Row 9 looks wrong. It is the relaxed product of the reaction, yet it lies 3.420 eV above the start and less than 0.01 eV below the highest point of the path. A product normally sits in a valley of its own, and this one sits almost on the pass. The row is sound all the same, and the reason for it also explains the shape of the whole climb.

Hydrogen shift in neutral, singlet C₂H₄BF, computed with Ansatz 0.2.0 at the restricted B3LYP-D4/cc-pVDZ level as a climbing-image nudged elastic band with seven images between relaxed ends. Energies are electronic, without zero-point terms; band forces are largest components, with a convergence limit of 0.05 eV/Å.

| row | energy over the start (eV) | path length (Å) | band force (eV/Å) |
| --- | --- | --- | --- |
| 1 | 0.000 | 0.000 | n/a |
| 2 | 0.031 | 0.443 | 0.010 |
| 3 | 0.201 | 0.886 | 0.013 |
| 4 | 0.597 | 1.329 | 0.020 |
| 5 | 1.381 | 1.771 | 0.015 |
| 6 | 2.613 | 2.213 | 0.044 |
| 7 | 3.358 | 2.655 | 0.018 |
| 8 | 3.428 | 3.097 | 0.004 |
| 9 | 3.420 | 3.443 | n/a |

## What the product is

The reactant is planar 1-fluorovinylborane, H₂B–CF=CH₂. Carbon C2 carries boron and fluorine, and carbon C3 is the CH₂ end of the double bond. Along the path one hydrogen, H7, moves from C3 to C2. The product is therefore H₂B–CHF–CH, in which C3 has only two neighbours. It is a carbene, not a second ordinary molecule with four bonds at each carbon.

The bookkeeping of bonds gives the size of the energy. One C–H bond is broken and another is made, and bonds of the same kind should largely cancel. What does not come back is the second bond between the carbons, the pi bond. In the closed-shell carbene its two electrons end as a lone pair on C3, beside an empty p orbital. Standard bonding theory makes this loss the main part of the 3.4 eV, although the calculation does not split the energy into such parts.

The geometries agree with this picture. The C2–C3 distance is 1.34 Å in the reactant, as expected for a double bond. At the highest image, row 8, it is already 1.42 Å, and it hardly changes from there to the product. The change in the carbon–carbon bond is thus practically complete by the time the top is reached. The bond is still shorter than an ordinary single bond of roughly 1.5 Å. A likely reason is that the neighbouring C–H and C–B bonds lend some electron density to the empty p orbital of C3, though the calculation does not measure this.

## Why the top comes so late

Two limiting cases help. If a hydrogen moved between two equivalent sites, the start and the end would have equal energy, and symmetry would put a single top halfway. Now raise the energy of the product step by step. The top moves towards the product and the way back becomes shallower, until in the limit the valley of the product disappears. This is Hammond's rule, and the present reaction lies close to that last limit.

Row 8 shows how late the top is. It lies at 90 % of the path, and H7 is already 1.16 Å from C2, practically a finished bond. About 97 % of the shortening of the C2–H7 distance is done. The distance from H7 to its old partner C3 has covered only about two thirds of its increase. In the last part of the path H7 therefore still moves further from C3, at almost no change in energy.

The carbene also offers an easy way back. In the product H7 stands 0.92 Å out of the plane formed by C2, C3 and H8, the one hydrogen left on C3. The empty p orbital of C3 points out of this same plane, so the C2–H7 bond can overlap with it. The hydrogen can return together with its electron pair while the lone pair of C3 rebuilds the pi bond. This is the usual reason why singlet carbenes of this kind turn into alkenes over small barriers.

## Why the climb starts so gently

The first quarter of the path is cheap. Row 3 costs only 0.201 eV, whereas the steepest segment, between rows 5 and 6, rises by 2.8 eV per ångström. About 81 % of the reaction energy is gained between rows 4 and 7, on 39 % of the path. The energy thus behaves more like a step than like an even slope.

A short estimate shows what the molecule is not yet doing at row 3. Treat the C3–H7 bond as a spring with a force constant $k$ of roughly 31 eV/Å², a rough textbook value for a C–H bond. If the whole energy $E$ of row 3 went into stretching it, the stretch $\delta$ would be

$$\delta=\sqrt{\frac{2E}{k}}=\sqrt{\frac{2\times 0.201}{31}}\ \text{Å}\approx 0.11\ \text{Å}.$$

The full reaction lengthens this distance by 0.90 Å, from 1.09 to 1.99 Å. At a quarter of the path the old bond is therefore still essentially whole.

The early motion is then most likely bending or twisting, which costs far less than stretching a bond. This is how minimum-energy paths behave in general: they leave a valley along its soft directions. Which bend or twist leads here is untested. Presumably the path turns into the stiff direction only once the hydrogen has been brought into position, and the old C–H bond and the pi bond are then given up together.

A simple curve puts this to the test. Let $s$ be the path length, $s_\text{top}$ and $E_\text{top}$ the path length and energy of row 8, and $x=s/s_\text{top}$. The simplest polynomial with a valley at $x=0$ and a flat top at $x=1$ is

$$E=E_\text{top}\,(3x^2-2x^3).$$

Here the stiffness of the valley follows from the height and distance of the top, as if a single kind of motion led all the way up. For contrast, a second curve drops the quadratic term altogether. A real valley keeps such a term, so this curve is only a stand-in for a very soft start on the side of the climb. The same conditions at the top then give

$$E=E_\text{top}\,(4x^3-3x^4).$$

Neither curve has a fitted constant, but both take the place and height of the top from row 8. They say nothing about why the top is late and test only the shape of the climb below it. At row 2 the plain curve asks for 0.19 eV, while the calculation gives 0.03 eV and the soft-start curve 0.04 eV. Over rows 2 to 7 the typical miss falls from 0.47 eV for the plain curve to 0.18 eV for the soft one, against a top of 3.4 eV.

The soft-start curve has a clear fault, too. At rows 6 and 7 it lies almost 0.3 eV too low, because the computed energy rises more abruptly than so smooth a polynomial allows. A likely reading is that the exchange of bonds is squeezed into a short part of the path. The better match supports a soft beginning, but it does not prove which motion causes it. The program's output below gives the comparison row by row.

## How far to trust the last drop

The drop from row 8 to row 9 is the one feature that should not be read as a number. The forces were converged to 0.05 eV/Å, and over the last 0.346 Å such a force corresponds to about 0.017 eV. That is twice the drop itself. The estimate is a cautious one, because the band force left at row 8 is only 0.004 eV/Å, but the table does not show the force left at the product. A vibration check does find exactly one unstable direction at row 8, which supports a true saddle point. It does not fix the height of that saddle above the carbene.

Zero-point motion, which these energies leave out, matters on the same scale. A single vibration of about 200 cm⁻¹ carries roughly 0.01 eV of it, as much as the whole reverse barrier. A small change between the top and the product could therefore remove the barrier. Whether this carbene lives long enough to be called an intermediate remains open.

The electronic state sets a further limit. The calculation keeps all electrons in pairs along the whole path, so the 3.4 eV belongs to the closed-shell singlet carbene. A triplet carbene might lie lower, and the small barrier says nothing about the lifetime of that state. Where bonds are half broken, the forced pairing can also put the energy too high. The functional has an error of its own, since B3LYP tends to underrate the barriers of hydrogen transfers. Neither error was tested here.

## What to do with it

For the forward reaction, take about 3.4 eV as both the barrier and the reaction energy on this path, before zero-point terms, since the two differ by less than the calculation resolves. Do not put the reverse barrier into a rate formula. If the fate of the carbene matters, converge the forces more tightly, place more images between rows 7 and 9, and add zero-point energies at the top and at the product. A separate triplet calculation should come before any claim about the ground state of the carbene.

For a related hydrogen shift, count the bonds at both ends before looking at the path. If the hydrogen leaves a doubly bonded carbon for its partner and a singlet carbene remains, expect a large energy cost and a late top. The way back is often shallow, but a lone-pair donor such as fluorine or oxygen on the carbene carbon stabilises the carbene and can give it a deeper valley. If both ends keep their full set of bonds and have similar energies, expect the top nearer the middle and a real barrier on both sides.

Printed output of the fit:

```
Profile and two curves without fitted constants (held flat beyond the top):
  row  share of path  slope from previous row (eV/A)  plain curve less table (eV)  soft-start curve less table (eV)
    1              0                             n/a                            0                                 0
    2         0.1287                         0.06998                       0.1594                          0.004826
    3         0.2573                          0.3837                       0.4802                           0.05117
    4          0.386                          0.8939                        0.755                            0.1378
    5         0.5144                           1.774                       0.6999                           0.08339
    6         0.6428                           2.787                       0.1366                           -0.2913
    7         0.7711                           1.686                      -0.1195                           -0.2735
    8         0.8995                          0.1584                            0                                 0
    9              1                        -0.02312                        0.008                             0.008
rms miss of plain curve, rows 2 to 7 (eV): 0.4741
rms miss of soft-start curve, rows 2 to 7 (eV): 0.1771
share of reaction energy climbed from row 4 to row 7 (%): 80.73
share of path from row 4 to row 7 (%): 38.51
drop from row 8 to row 9 (eV): 0.008
force limit times last segment (eV): 0.0173
rough largest C-H stretch that row 3 can pay for, recalled force constant 31 eV/A2 (A): 0.1139
C2-H7 distance at row 8 (A): 1.157
C3-H7 distance at row 8 (A): 1.701
share of C2-H7 shortening done at row 8 (%): 96.9
share of C3-H7 lengthening done at row 8 (%): 67.78
C2-C3 distance at row 1 (A): 1.341
C2-C3 distance at row 8 (A): 1.42
C2-C3 distance at row 9 (A): 1.424
height of H7 over the carbene plane C2-C3-H8 at row 9 (A): 0.9224
height of F over the same plane at row 9 (A): 0.08686
```
